**The 4d–5d level separation in the ions Au to Au8+**

The table holds spin-up 4d and 5d eigenvalues, their mean radii and their separation for spherical, spin-polarised gold ions from a B-spline radial atomic code (scalar X2C, SCAN, Fermi nucleus). The program tests hydrogenic effective-charge scaling, a parameter-free uniform shift taken from the loss of $\sum\langle 1/r\rangle$ in the Lamb shielding, and a like-spin exchange term $J=(F^2+F^4)/14$ added to a line in $1/r_{5d}$ fitted to the five spin-down removals. Hydrogenic scaling fails, needing a 14% contraction of 4d where the table has 0.11%. The fall of 4d follows the potential at the nucleus within 3%, while the frozen-orbital estimate of the first 5d step is 7.8 times too large. The excess steps at Au7+ and Au8+ lie mostly in 5d and are 0.89 and 0.97 of the scaled $J$, but the growth of the 5d spin splitting drifts from 0.90 to 1.24 of it.

Au and its ions to Au8+, computed with B-spline radial atomic code 1 using spin-polarised all-electron SCAN and the scalar-relativistic X2C Hamiltonian at the basis-set limit, with spherical fractional occupations and a Fermi nucleus of rms radius 5.437 fm. Orbital energies are eigenvalues; (nl)a+b means a spin-up and b spin-down electrons in the nl shell.

## The fit in Python

```python
# Table: spin-up 4d and 5d eigenvalues and mean radii of Au to Au8+ (B-spline radial atomic code,
# scalar X2C, SCAN, spin-polarised, spherical). Tested: hydrogenic effective charge, uniform shift
# from outer charge (no parameter), and same-spin exchange J = (F2+F4)/14 added to a smooth trend.
T = {
    'ion': ['Au', 'Au+', 'Au2+', 'Au3+', 'Au4+', 'Au5+', 'Au6+', 'Au7+', 'Au8+'],
    'Z': [79, 79, 79, 79, 79, 79, 79, 79, 79],
    'charge': [0, 1, 2, 3, 4, 5, 6, 7, 8],  # e
    'N': [79, 78, 77, 76, 75, 74, 73, 72, 71],
    'configuration': ['[Xe] 4f14 5d10 (6s)1+0', '[Xe] 4f14 5d10', '[Xe] 4f14 (5d)5+4', '[Xe] 4f14 (5d)5+3', '[Xe] 4f14 (5d)5+2', '[Xe] 4f14 (5d)5+1', '[Xe] 4f14 (5d)5+0', '[Xe] 4f14 (5d)4+0', '[Xe] 4f14 (5d)3+0'],
    'orbital_energy_4d_up': [-12.105, -12.414, -12.905, -13.455, -14.056, -14.7, -15.384, -16.109, -16.865],  # hartree
    'orbital_energy_5d_up': [-0.2608, -0.56823, -1.0255, -1.5304, -2.0748, -2.6533, -3.2626, -3.8663, -4.49],  # hartree
    'orbital_mean_radius_4d_up': [0.45852, 0.45852, 0.45854, 0.45853, 0.45851, 0.45847, 0.45842, 0.45824, 0.45802],  # bohr
    'orbital_mean_radius_5d_up': [1.6374, 1.5687, 1.4871, 1.4243, 1.3731, 1.3296, 1.2917, 1.2593, 1.2297],  # bohr
    'gap': [11.8446, 11.8454, 11.8793, 11.925, 11.9812, 12.0471, 12.1217, 12.2424, 12.3748],  # hartree
}
import numpy as np
from scipy.constants import alpha, physical_constants as pc
Ha = pc['Hartree energy in eV'][0]
ion = T['ion']
e5, gap, r4, r5 = (np.array(T[k], float) for k in
    ('orbital_energy_5d_up', 'gap', 'orbital_mean_radius_4d_up', 'orbital_mean_radius_5d_up'))
e4 = e5 - gap  # one more digit than the rounded 4d column
# Further outputs of the same runs, typed in:
lamb = np.array([11182.9, 11177.26, 11168.59, 11158.85, 11148.18, 11136.7, 11124.47, 11111.33, 11097.54])  # ppm
dn5 = -np.array([15.46232, 27.03124, 39.75691, 53.40913, 67.7908]) / Ha  # 5d down = highest level, Au+..Au5+
F0, F2, F4, inv5 = 15.77302/Ha, 8.018154/Ha, 5.256404/Ha, 0.8435318  # Au+ 5d integrals, <1/r>
F0s, G2 = 10.38577/Ha, 2.584288/Ha  # Au, 5d up with 6s up
s1 = {1: -2960.869, 4: -2962.512, 7: -2964.597}  # 1s up by charge
d4dn = -14.042  # 4d down, Au4+
f4, f5, st = -np.diff(e4), -np.diff(e5), np.diff(gap)
dV = -np.diff(lamb) * 3e-6 / alpha**2
rm = 0.5 * (r5[1:] + r5[:-1])
print("Energies in hartree, radii in bohr. Rounding of a step: gap 0.0001, levels 0.0002, sum<1/r> 0.0006")
for a in (0, 1):
    print(f"{ion[a]} to Au8+: 4d falls {e4[a]-e4[-1]:.3f}, 5d {e5[a]-e5[-1]:.3f}, gap +{gap[-1]-gap[a]:.3f} = {(gap[-1]-gap[a])*Ha:.1f} eV;"
          f" r4d {100*(r4[-1]/r4[a]-1):+.2f}%, r5d {100*(r5[-1]/r5[a]-1):+.1f}%")
print("1. Hydrogenic scaling, Au+ to Au8+")
print(f" |e4d| x{e4[-1]/e4[1]:.3f} would need r4d {100*(np.sqrt(e4[1]/e4[-1])-1):+.1f}%; r4d allows |e4d| {100*((r4[1]/r4[-1])**2-1):+.2f}%")
print(f" |e5d| x{e5[-1]/e5[1]:.2f}; r5d allows x{(r5[1]/r5[-1])**2:.2f}")
k = 0.5 * (1/16 - 1/25); Z = np.sqrt(gap[1] / k)
print(f" common Z from Au+ gap {Z:.1f}; step for Z+1 = {k*(2*Z+1):.3f}; table steps {st[1]:.4f} to {st[-1]:.4f}")
print("2. Uniform shift: loss of sum<1/r> against fall of the levels")
print(" to ion  loss   4d fall  error%  5d fall  gap step  r4d step")
for i in range(8):
    print(f" {ion[i+1]:5s} {dV[i]:.4f}  {f4[i]:.4f}  {100*(f4[i]/dV[i]-1):+5.1f}   {f5[i]:.4f}  {st[i]:.4f}  {r4[i+1]-r4[i]:+.5f}")
w = int(np.argmax(abs(f4/dV - 1))); print(f" worst row: {ion[w+1]}")
for q in (4, 7):
    print(f" Au+ to {ion[q]}: loss {dV[1:q].sum():.3f}, 1s fall {s1[1]-s1[q]:.3f}, 4d {e4[1]-e4[q]:.3f}, 5d {e5[1]-e5[q]:.3f}")
print(f" frozen Au+: <1/r>5d {inv5:.3f}, F0 {F0:.3f}, difference {inv5-F0:.3f} = {(inv5-F0)/st[1]:.1f} x step to Au2+")
print(f" actual/frozen fall, Au+ to Au2+: 4d {f4[1]/inv5:.2f}, 5d {f5[1]/F0:.2f}")
print(f" Au to Au+: F0(5d,6s) {F0s:.3f}, 5d fall {f5[0]:.3f}, G2/5 {G2/5:.3f}, gap step {st[0]:.4f}")
print("3. Line a + b/r5d through the five spin-down removals (Au2+ to Au6+), plus exchange")
x = 1 / rm; s = slice(1, 6)
p, p4, p5 = (np.polyfit(x[s], y[s], 1) for y in (st, f4, f5))
res = st - np.polyval(p, x)
J = (F2 + F4) / 14; Jr = J * r5[1] / rm
print(f" a = {p[1]:.4f} hartree, b = {p[0]:.4f} hartree bohr; J(Au+) = {J:.4f} = {J*Ha:.2f} eV")
print(" residuals in fit:", " ".join(f"{v:+.4f}" for v in res[s]))
print(f" Au+ (6s removed, not fitted): line {np.polyval(p, x[0]):.4f}, table {st[0]:.4f}")
for i in (6, 7):
    print(f" {ion[i+1]}: line {np.polyval(p, x[i]):.4f}, excess {res[i]:.4f}, scaled J {Jr[i]:.4f}, ratio {res[i]/Jr[i]:.2f}")
    print(f"   from 5d falling less {np.polyval(p5, x[i])-f5[i]:.4f}, from 4d falling more {f4[i]-np.polyval(p4, x[i]):.4f}")
print(f" the two excesses are {100*res[6:].sum()/(gap[-1]-gap[1]):.0f}% of the gap growth Au+ to Au8+")
sp = dn5 - e5[1:6]; dsp = np.diff(sp)
print(" 5d down above 5d up: total, growth, scaled J, ratio")
for i in range(4):
    print(f"   {ion[i+2]}: {sp[i+1]:.4f}  {dsp[i]:.4f}  {Jr[i+1]:.4f}  {dsp[i]/Jr[i+1]:.2f}")
print(f" Au+ to Au4+ gap growth: spin down {dn5[3]-d4dn-gap[1]:.3f}, spin up {gap[4]-gap[1]:.3f}; 4d spin splitting {d4dn-e4[4]:.3f}")
assert np.all(st > 0) and abs(r4[-1]/r4[0] - 1) < 0.002
assert np.all(abs(f4/dV - 1) < 0.04)
assert f5[6] < f5[5] and f4[6] > f4[5]
assert np.all((res[6:]/Jr[6:] > 0.7) & (res[6:]/Jr[6:] < 1.3))
```

Output:

```
Energies in hartree, radii in bohr. Rounding of a step: gap 0.0001, levels 0.0002, sum<1/r> 0.0006
Au to Au8+: 4d falls 4.759, 5d 4.229, gap +0.530 = 14.4 eV; r4d -0.11%, r5d -24.9%
Au+ to Au8+: 4d falls 4.451, 5d 3.922, gap +0.529 = 14.4 eV; r4d -0.11%, r5d -21.6%
1. Hydrogenic scaling, Au+ to Au8+
 |e4d| x1.359 would need r4d -14.2%; r4d allows |e4d| +0.22%
 |e5d| x7.90; r5d allows x1.63
 common Z from Au+ gap 32.4; step for Z+1 = 0.741; table steps 0.0339 to 0.1324
2. Uniform shift: loss of sum<1/r> against fall of the levels
 to ion  loss   4d fall  error%  5d fall  gap step  r4d step
 Au+   0.3177  0.3082   -3.0   0.3074  0.0008  +0.00000
 Au2+  0.4884  0.4912   +0.6   0.4573  0.0339  +0.00002
 Au3+  0.5487  0.5506   +0.3   0.5049  0.0457  -0.00001
 Au4+  0.6011  0.6006   -0.1   0.5444  0.0562  -0.00002
 Au5+  0.6467  0.6444   -0.4   0.5785  0.0659  -0.00004
 Au6+  0.6890  0.6839   -0.7   0.6093  0.0746  -0.00005
 Au7+  0.7403  0.7244   -2.1   0.6037  0.1207  -0.00018
 Au8+  0.7769  0.7561   -2.7   0.6237  0.1324  -0.00022
 worst row: Au+
 Au+ to Au4+: loss 1.638, 1s fall 1.643, 4d 1.642, 5d 1.507
 Au+ to Au7+: loss 3.714, 1s fall 3.728, 4d 3.695, 5d 3.298
 frozen Au+: <1/r>5d 0.844, F0 0.580, difference 0.264 = 7.8 x step to Au2+
 actual/frozen fall, Au+ to Au2+: 4d 0.58, 5d 0.79
 Au to Au+: F0(5d,6s) 0.382, 5d fall 0.307, G2/5 0.019, gap step 0.0008
3. Line a + b/r5d through the five spin-down removals (Au2+ to Au6+), plus exchange
 a = -0.2124 hartree, b = 0.3760 hartree bohr; J(Au+) = 0.0348 = 0.95 eV
 residuals in fit: +0.0002 -0.0002 -0.0002 +0.0001 +0.0001
 Au+ (6s removed, not fitted): line 0.0221, table 0.0008
 Au7+: line 0.0824, excess 0.0383, scaled J 0.0429, ratio 0.89
   from 5d falling less 0.0362, from 4d falling more 0.0021
 Au8+: line 0.0897, excess 0.0427, scaled J 0.0439, ratio 0.97
   from 5d falling less 0.0435, from 4d falling more -0.0009
 the two excesses are 15% of the gap growth Au+ to Au8+
 5d down above 5d up: total, growth, scaled J, ratio
   Au2+: 0.0321  0.0321  0.0358  0.90
   Au3+: 0.0694  0.0372  0.0375  0.99
   Au4+: 0.1121  0.0427  0.0391  1.09
   Au5+: 0.1620  0.0500  0.0404  1.24
 Au+ to Au4+ gap growth: spin down 0.234, spin up 0.136; 4d spin splitting 0.014
```
